**Ionisation of CH3NH across basis sets and functionals**

The table holds vertical, adiabatic (without zero-point energy) and product-structure ionisation energies and the parent HOMO energy of the CH3NH radical, from PySCF with PBE0-D3(BJ) in five bases and BP86-D3(BJ) in one, all at PBE0-D3(BJ)/ma-def2-SVP structures. The program fits nothing: it works out basis steps, the relaxation energies of cation and neutral, and a split of the BP86 row into change of state and change of functional, using singlet and triplet results of the same PBE0 runs. The basis raises the PBE0 vertical value by 0.19 eV, almost all of it obtainable from diffuse functions, while the cation's relaxation stays constant within 0.01 eV. The change from the intact triplet to the fragmented singlet accounts for 85 % of the 1.23 eV adiabatic drop in the BP86 row. A parameter-free estimate that scales the HOMO shortfall with one minus the share of exact exchange gives 3.17 eV for PBE0, against 2.71 eV found for the triplet cation and 2.89 eV for the singlet.

Removal of one electron from the neutral doublet radical CH3NH, computed with PySCF 2.14.0 by DFT at the levels listed, with integration grid level 2. The structures of the neutral and the cation are optimised at PBE0-D3(BJ)/ma-def2-SVP for all rows.

## Program and output

```python
# Table: ionisation energies (vertical, adiabatic without zero point, vertical at product structure) and
# HOMO energy of CH3NH in eV; PySCF, PBE0-D3(BJ) in five bases and BP86-D3(BJ), PBE0/ma-def2-SVP structures.
# Tested: basis steps, four-point relaxations, change of state in the BP86 row, HOMO shortfall vs (1 - a_x).
T = {
    'system': ['PBE0-D3(BJ)/cc-pVDZ', 'PBE0-D3(BJ)/cc-pVTZ', 'PBE0-D3(BJ)/ma-def2-TZVP', 'PBE0-D3(BJ)/aug-cc-pVDZ', 'PBE0-D3(BJ)/aug-cc-pVTZ', 'BP86-D3(BJ)/ma-def2-TZVP'],
    'product_spin_multiplicity': ['3', '3', '3', '3', '3', '1'],
    'vertical_ionisation_energy': [10.24, 10.37, 10.42, 10.42, 10.43, 10.46],  # eV
    'adiabatic_without_zero_point': [9.48, 9.62, 9.66, 9.66, 9.67, 8.43],  # eV
    'vertical_at_product_structure': [8.4, 8.6, 8.68, 8.66, 8.69, 5.42],  # eV
    'parent_homo_energy': [-7.31, -7.59, -7.71, -7.7, -7.73, -6.23],  # eV
}
import numpy as np
name = [s.replace("-D3(BJ)", "") for s in T["system"]]
keys = ["vertical_ionisation_energy", "adiabatic_without_zero_point",
        "vertical_at_product_structure", "parent_homo_energy"]
R = {n: np.array([float(T[k][i]) for k in keys]) for i, n in enumerate(name)}
mult = dict(zip(name, T["product_spin_multiplicity"]))
dz, tz, ma, adz, atz = ["PBE0/" + b for b in ["cc-pVDZ", "cc-pVTZ", "ma-def2-TZVP", "aug-cc-pVDZ", "aug-cc-pVTZ"]]
bp = "BP86/ma-def2-TZVP"
f = lambda v, d=2: " ".join("%+.*f" % (d, x) for x in v)
print("All energies in eV; table rounded to 0.01, so a difference carries about 0.01")
print("level, multiplicity: cation relax, neutral relax, sum, vertical+HOMO")
for n in name:
    v, a, p, h = R[n]
    print("%-18s %s: %.2f %.2f %.2f %.2f" % (n, mult[n], v - a, a - p, v - p, v + h))
print("PBE0 basis steps: vertical, adiabatic, product structure, HOMO")
for x, y in [(dz, tz), (adz, atz), (dz, adz), (tz, atz), (dz, atz)]:
    print("%s -> %s: %s" % (x[5:], y[5:], f(R[y] - R[x])))
tot = R[atz] - R[dz]
print("HOMO shift / vertical shift over the whole range: %.1f" % (-tot[3] / tot[0]))
print("diffuse functions on cc-pVDZ give %.0f %% of the vertical rise" % (100 * (R[adz] - R[dz])[0] / tot[0]))
sp = np.ptp(np.array([R[ma], R[adz], R[atz]]), axis=0)
print("spread of the three diffuse bases:", f(sp))
P = np.array([R[n] for n in (dz, tz, ma, adz, atz)])
rc, rn = P[:, 0] - P[:, 1], P[:, 1] - P[:, 2]
print("PBE0 spread of cation relax %.2f, of neutral relax %.2f" % (np.ptp(rc), np.ptp(rn)))
# Further outputs of the same PBE0 runs (not in the table): vertical, adiabatic, product structure
S = {tz: np.array([10.5678, 8.5721, 5.1826]), atz: np.array([10.618, 8.6227, 5.3472])}  # singlet cation
Q = {tz: np.array([10.3722, 9.615, 8.5994]), atz: np.array([10.4291, 9.6717, 8.6941])}  # triplet cation
EA = {tz: -0.3755, atz: 0.1538}          # vertical attachment, singlet anion
lumo = {tz: -1.999703, atz: -2.246077}
zS, zQ = 8.3752, 9.5916                  # adiabatic with zero point, aug-cc-pVTZ
print("Diffuse functions at triple zeta (vertical, adiabatic, product structure):")
print("  triplet cation %s; singlet cation %s" % (f(Q[atz] - Q[tz], 3), f(S[atz] - S[tz], 3)))
dEA = EA[atz] - EA[tz]
print("  vertical attachment %+.3f, %.0f times the triplet vertical shift" % (dEA, dEA / (Q[atz] - Q[tz])[0]))
print("BP86 row (vertical, adiabatic, product structure):")
raw, st, like = (R[bp] - R[ma])[:3], S[atz] - Q[atz], R[bp][:3] - S[atz]
print("  BP86 singlet - PBE0 triplet, same basis:", f(raw))
print("  PBE0 singlet - triplet, aug-cc-pVTZ:    ", f(st))
print("  PBE0 singlet - triplet, cc-pVTZ:        ", f(S[tz] - Q[tz]))
print("  BP86 singlet - PBE0/aug-cc-pVTZ singlet:", f(like))
print("  left over, basis mismatch and rounding: ", f(raw - st - like))
print("  state change / drop: adiabatic %.0f %%, product structure %.0f %%" % tuple(100 * st[1:] / raw[1:]))
s = S[atz]
print("PBE0/aug-cc-pVTZ singlet: cation relax %.2f, neutral relax %.2f, sum %.2f" % (s[0]-s[1], s[1]-s[2], s[0]-s[2]))
print("singlet / triplet reorganisation sum: %.1f" % ((s[0] - s[2]) / (Q[atz][0] - Q[atz][2])))
print("zero-point shift of adiabatic: triplet %+.2f, singlet %+.2f" % (zQ - Q[atz][1], zS - s[1]))
gb, gp, gs = R[bp][0] + R[bp][3], R[ma][0] + R[ma][3], s[0] + R[atz][3]
print("HOMO, BP86 - PBE0 in ma-def2-TZVP: %+.2f" % (R[bp][3] - R[ma][3]))
print("shortfall / vertical: PBE0 %.0f %%, BP86 %.0f %%" % (100 * gp / R[ma][0], 100 * gb / R[bp][0]))
print("estimate (1 - 0.25) x BP86 shortfall: %.2f" % (0.75 * gb))
print("  found: triplet %.2f (ratio %.2f, miss %+.2f)" % (gp, gp / gb, 0.75 * gb - gp))
print("  found: singlet, aug-cc-pVTZ %.2f (ratio %.2f, miss %+.2f)" % (gs, gs / gb, 0.75 * gb - gs))
for n in (tz, atz):
    print("%s: -LUMO exceeds vertical attachment by %.2f" % (n, -lumo[n] - EA[n]))
# Parent geometry from the same runs, angstrom
C, N, H = np.array([-0.36, -0.03, -0.01]), np.array([0.94, -0.44, -0.41]), np.array([1.62, 0.18, 0.06])
u, w = C - N, H - N
ang = np.degrees(np.arccos(u @ w / np.linalg.norm(u) / np.linalg.norm(w)))
print("parent: C-N %.2f A, C-N-H %.0f deg (about 1 deg from rounding)" % (np.linalg.norm(u), ang))
assert np.ptp(rc) < 0.025 < np.ptp(rn)          # basis effect on relaxation sits in the neutral
assert st[0] > 0 > st[1]                        # singlet and triplet swap order on relaxation
assert abs(like[1]) < 0.25 * abs(raw[1]) and abs(like[2]) < 0.25 * abs(raw[2])
assert 0 < gp < gb and sp.max() < 0.035
```

It prints:

```
All energies in eV; table rounded to 0.01, so a difference carries about 0.01
level, multiplicity: cation relax, neutral relax, sum, vertical+HOMO
PBE0/cc-pVDZ       3: 0.76 1.08 1.84 2.93
PBE0/cc-pVTZ       3: 0.75 1.02 1.77 2.78
PBE0/ma-def2-TZVP  3: 0.76 0.98 1.74 2.71
PBE0/aug-cc-pVDZ   3: 0.76 1.00 1.76 2.72
PBE0/aug-cc-pVTZ   3: 0.76 0.98 1.74 2.70
BP86/ma-def2-TZVP  1: 2.03 3.01 5.04 4.23
PBE0 basis steps: vertical, adiabatic, product structure, HOMO
cc-pVDZ -> cc-pVTZ: +0.13 +0.14 +0.20 -0.28
aug-cc-pVDZ -> aug-cc-pVTZ: +0.01 +0.01 +0.03 -0.03
cc-pVDZ -> aug-cc-pVDZ: +0.18 +0.18 +0.26 -0.39
cc-pVTZ -> aug-cc-pVTZ: +0.06 +0.05 +0.09 -0.14
cc-pVDZ -> aug-cc-pVTZ: +0.19 +0.19 +0.29 -0.42
HOMO shift / vertical shift over the whole range: 2.2
diffuse functions on cc-pVDZ give 95 % of the vertical rise
spread of the three diffuse bases: +0.01 +0.01 +0.03 +0.03
PBE0 spread of cation relax 0.01, of neutral relax 0.10
Diffuse functions at triple zeta (vertical, adiabatic, product structure):
  triplet cation +0.057 +0.057 +0.095; singlet cation +0.050 +0.051 +0.165
  vertical attachment +0.529, 9 times the triplet vertical shift
BP86 row (vertical, adiabatic, product structure):
  BP86 singlet - PBE0 triplet, same basis: +0.04 -1.23 -3.26
  PBE0 singlet - triplet, aug-cc-pVTZ:     +0.19 -1.05 -3.35
  PBE0 singlet - triplet, cc-pVTZ:         +0.20 -1.04 -3.42
  BP86 singlet - PBE0/aug-cc-pVTZ singlet: -0.16 -0.19 +0.07
  left over, basis mismatch and rounding:  +0.01 +0.01 +0.01
  state change / drop: adiabatic 85 %, product structure 103 %
PBE0/aug-cc-pVTZ singlet: cation relax 2.00, neutral relax 3.28, sum 5.27
singlet / triplet reorganisation sum: 3.0
zero-point shift of adiabatic: triplet -0.08, singlet -0.25
HOMO, BP86 - PBE0 in ma-def2-TZVP: +1.48
shortfall / vertical: PBE0 26 %, BP86 40 %
estimate (1 - 0.25) x BP86 shortfall: 3.17
  found: triplet 2.71 (ratio 0.64, miss +0.46)
  found: singlet, aug-cc-pVTZ 2.89 (ratio 0.68, miss +0.28)
PBE0/cc-pVTZ: -LUMO exceeds vertical attachment by 2.38
PBE0/aug-cc-pVTZ: -LUMO exceeds vertical attachment by 2.09
parent: C-N 1.42 A, C-N-H 108 deg (about 1 deg from rounding)
```
